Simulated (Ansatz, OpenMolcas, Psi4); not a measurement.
# How methods differ on C2HBF2 (SMILES C#CB(F)F)

C2HBF2 has 6 atoms, charge 0, and is taken as a singlet. As SMILES, `C#CB(F)F`. The shape is that of a PBE0-D4/def2-TZVP optimisation.

Each level gives the vertical energy of the triplet above the singlet (eV). The values are calculated.

```csv
level,kind,program,value (eV),CPU time (all runs)
HF/def2-SVPD,Hartree–Fock,Ansatz,4.04,24 s
PBE/def2-SVPD,GGA,Psi4,4.79,46 s
r2SCAN/def2-SVPD,meta-GGA,Ansatz,4.59,1.8 min
B3LYP/def2-SVPD,global hybrid,Ansatz,4.80,50 s
M06-2X/def2-SVPD,hybrid meta-GGA,OpenMolcas,4.99,2.8 min
PBE0/def2-SVPD,global hybrid,Ansatz,4.68,46 s
CAM-B3LYP/def2-SVPD,range-separated hybrid,Ansatz,4.80,50 s
wB97X/def2-SVPD,range-separated hybrid,Ansatz,4.88,3.3 min
```

The values span 4.04 to 4.99 eV. Times are those of the runs behind each value, whatever else they computed, on shared processors of several kinds: orders of magnitude only.

All eight levels place the triplet well above the singlet at this geometry, but Hartree–Fock stands apart at 4.04 eV, while the density functionals lie between 4.59 and 4.99 eV. The low Hartree–Fock value is the expected one: the method omits the correlation between opposite-spin electrons, which stabilises the closed-shell singlet more than a triplet with one electron pair fewer.

Among the functionals, the share of exact exchange doesn't order the results. PBE0 falls below PBE, yet M06-2X gives the highest value and r2SCAN, with no exact exchange, the lowest. The excitation is probably π→π* on the alkyne, with the π* orbital lowered by mixing with the formally empty boron p orbital, which the fluorine lone pairs already partly fill. The agreement of B3LYP and CAM-B3LYP at 4.80 eV suggests a compact excitation with little long-range charge transfer. Since triplet alkynes tend to bend, the gap to the relaxed triplet should be smaller, by an amount these vertical energies can't give.
